**Q:** A substrate stretches a layer of MgTlBr₃ in the plane, and I need to know how far its band gap moves. I have PBE, r2SCAN and HSE06 results at two strains. Does the answer hang on the functional?

Ansatz 0.2.0, plane-wave PAW DFT without spin polarisation: cubic perovskite MgTlBr3 (Pm-3m, a = 5.287 Å) under epitaxial strain in the xy plane, with unstrained cell, normal and atoms relaxed in r2SCAN. Changes and energy rise are relative to the unstrained cell. K mesh 4×4×4 for HSE06, otherwise 6×6×6; cutoff 500 eV for r2SCAN, otherwise 420 eV.

| functional | strain (%) | band gap (eV) | band gap change (eV) | least direct gap change (eV) | energy rise per atom (meV) |
| --- | --- | --- | --- | --- | --- |
| HSE06 | 2.5 | 3.862 | -0.150 | -0.183 | 3.6 |
| HSE06 | 4 | 3.790 | -0.222 | -0.285 | 10.9 |
| PBE | 2.5 | 2.694 | -0.141 | -0.172 | 0.1 |
| PBE | 4 | 2.627 | -0.208 | -0.268 | 5.4 |
| r2SCAN | 2.5 | 3.508 | -0.146 | -0.173 | 6.3 |
| r2SCAN | 4 | 3.438 | -0.216 | -0.270 | 15.5 |

**A:** Begin with the gaps before any strain. How far apart are they?

**Q:** I subtract the band gap change from the band gap. PBE then starts at 2.694 + 0.141 = 2.835 eV and HSE06 at 3.862 + 0.150 = 4.012 eV, with r2SCAN in between. They disagree by more than 1 eV, so I'd expect them to disagree about the strain as well.

**A:** That depends on what kind of disagreement it is. If a functional stretches all level distances by a factor, the change under strain must grow with the gap. If it only adds a constant, the constant drops out when you subtract the unstrained gap. Take the PBE change at 4 % and predict HSE06 both ways.

**Q:** With a factor I get −0.208 eV × 4.012/2.835 = −0.294 eV. With a constant it stays at −0.208 eV. The HSE06 calculation gives −0.222 eV, so the constant is far closer.

**A:** The same holds for r2SCAN and at the smaller strain. The PBE rows supply the starting value, so only the other four rows test the idea. The distance between the HSE06 and PBE gaps is 1.18 eV without strain and still 1.16 eV at 4 %. The small remainder does grow with the gap, from PBE through r2SCAN to HSE06. I wouldn't build on that, because the settings differ as well: HSE06 ran on a coarser k mesh and r2SCAN with a higher cutoff.

**Q:** Why should the disagreement be so nearly constant?

**A:** The numbers show that it is; the reason is an argument from theory. The functionals differ mainly in how far they push filled and empty states apart, and that push depends on the character of the orbitals at the band edges. A few percent of strain hardly alters this character. What strain does alter is the electrostatic potential at the ions and the overlap between neighbours, and all three functionals describe those in much the same way.

**Q:** And why does the gap shrink rather than grow?

**A:** The cell contracts along the normal, but not enough to make up for the stretch, so at 4 % its volume is 5.5 % larger. In an ionic crystal the surrounding charges lower the filled anion levels and raise the empty cation levels, and this separation weakens as the ions move apart. An extended, antibonding conduction state also falls when overlap decreases. Both effects narrow the gap. The first is weaker if the filled 6s pair of Tl⁺ has a large share in the valence top, because that is a cation level and falls as well. That both effects are at work here is my inference, since the orbitals at the edges were not analysed and the change of shape acts together with the change of volume.

**Q:** The least direct gap falls even more than the band gap. Is that a separate effect?

**A:** It shows what the valence band does. The conduction minimum stays at Γ, the centre of the Brillouin zone, and the least direct gap lies there too. The valence maximum lies elsewhere, at a zone-boundary point of the M family. Direct gap minus band gap is therefore the height of the valence maximum above the valence top at Γ.

**Q:** Then in HSE06 at 4 % this height has shrunk by 0.285 − 0.222 = 0.063 eV.

**A:** Yes, and that holds back about a fifth of the narrowing at Γ. Weaker overlap would flatten the valence band in this way. The filled 6s pair of Tl⁺ may play a part: at M it can mix with some of the Br 4p states and push them up, but at Γ symmetry forbids this mixing. Whether the valence maximum is such a mixed state was not analysed. Strain also splits levels that are equivalent in the cubic crystal, and these data don't separate the two. The splitting has a practical side: under in-plane compression a different member of the M family may become the valence maximum, so don't carry the slope through zero strain.

**Q:** Is this also why the band gap change lags behind the strain? From 2.5 to 4 % the strain grows 1.6 times, but the change only about 1.5 times.

**A:** In good part. Averaged over the functionals, the narrowing at 4 % falls some 18 meV short of a straight line through the 2.5 % value. The direct gap accounts for only about 7 meV of that. The rest arises because the valence height shrinks faster than in proportion to the strain.

**Q:** One row still bothers me. In PBE the energy rises by only 0.1 meV per atom at 2.5 %, against 6.3 meV in r2SCAN. Is the crystal so much softer in PBE?

**A:** Think of a spring that is already squeezed when you start to pull it. The first part of the pull releases energy, however stiff the spring is. The unstrained cell has the size that r2SCAN prefers, and in PBE that cell is under a pressure of 0.993 GPa.

**Q:** So I should add the released energy back?

**A:** Yes. For a small volume growth $\Delta V$ at starting pressure $P$, the energy rise is roughly the elastic cost minus $P\,\Delta V$. The volume is 29.56 Å³ per atom and grows by 3.417 %, so $\Delta V$ is 1.01 Å³. Since 1 eV/Å³ equals 160.2 GPa, $P\,\Delta V = 0.993/160.2 \times 1.01$ eV, or 6.3 meV per atom.

**Q:** Added to 0.1 meV that makes 6.4 meV, and r2SCAN with its own small correction also comes to 6.4 meV. So PBE isn't noticeably softer after all?

**A:** Not when both start from the same cell. Relaxed in PBE itself, the crystal would be larger and probably somewhat softer. HSE06 falls into line too, although its stress is less tightly converged. At 4 % the correction reduces the spread between the functionals from about 10 to 0.6 meV per atom. The printed analysis after this text has the correction for every row.

**Q:** So both quantities are differences from the unstrained cell, yet the functional cancels in one and not in the other.

**A:** Because subtraction removes a constant but leaves a slope. The functionals disagree about the gap by nearly the same amount at every strain. About the energy they disagree by an amount that changes with volume, and that is what a different pressure means.

**Q:** What do I do for my layer, then?

**A:** Calculate the unstrained gap once with the functional you trust for gaps, and add the strain change from PBE on the same geometries. For tensile strain up to 4 % this reproduces the strained HSE06 gaps here to within 14 meV, about 6 % of the HSE06 change. It holds for this idealised cubic crystal, whose stability was not tested, and without spin–orbit coupling; a real layer may also tilt its octahedra, which the imposed symmetry forbids. For strain energies, first check that the starting cell is free of stress in the functional you use.

Numerical output:

```
Gap and valence offset:
     row  unstrained gap in eV  gap change in meV per percent strain  direct minus indirect gap unstrained in eV  the same strained in eV  percent of direct narrowing held back
   HSE06                 4.012                                   -60                                      0.6277                   0.5947                                  18.03
   HSE06                 4.012                                 -55.5                                      0.6277                   0.5647                                  22.11
     PBE                 2.835                                 -56.4                                      0.6267                   0.5957                                  18.02
     PBE                 2.835                                   -52                                      0.6267                   0.5667                                  22.39
  r2SCAN                 3.654                                 -58.4                                      0.6339                   0.6069                                  15.61
  r2SCAN                 3.654                                   -54                                      0.6339                   0.5799                                     20
Gap change predicted from PBE:
     row  same change in eV  scaled with gap in eV  miss of same change in meV  miss of scaled change in meV
   HSE06             -0.141                -0.1995                           9                        -49.54
   HSE06             -0.208                -0.2944                          14                        -72.35
     PBE             -0.141                 -0.141                           0                             0
     PBE             -0.208                 -0.208                           0                             0
  r2SCAN             -0.141                -0.1817                           5                        -35.73
  r2SCAN             -0.208                -0.2681                           8                        -52.09
rms miss of same change without PBE rows in meV: 9.566
rms miss of scaled change without PBE rows in meV: 54.04
HSE06 gap less PBE gap unstrained in eV: 1.177
HSE06 gap less PBE gap at 2.5 percent in eV: 1.168
HSE06 gap less PBE gap at 4 percent in eV: 1.163
ratio of the two strains: 1.6
ratio of mean gap changes at the two strains: 1.478
shortfall of mean gap narrowing from linear at 4 percent in meV: 17.73
shortfall of mean direct narrowing from linear at 4 percent in meV: 7.267
Energy rise with pressure term added back:
     row  volume growth in percent  pressure of unstrained cell in GPa  pressure term in meV per atom  corrected rise in meV per atom
   HSE06                     3.417                              0.4135                          2.607                           6.207
   HSE06                     5.533                              0.4135                          4.221                           15.12
     PBE                     3.417                              0.9927                          6.258                           6.358
     PBE                     5.533                              0.9927                          10.13                           15.53
  r2SCAN                     3.417                             0.01881                         0.1186                           6.419
  r2SCAN                     5.533                             0.01881                          0.192                           15.69
spread of raw energy rise at 4 percent in meV per atom: 10.1
spread of corrected rise at 4 percent in meV per atom: 0.5711
ratio of mean corrected rises at the two strains: 2.441
```
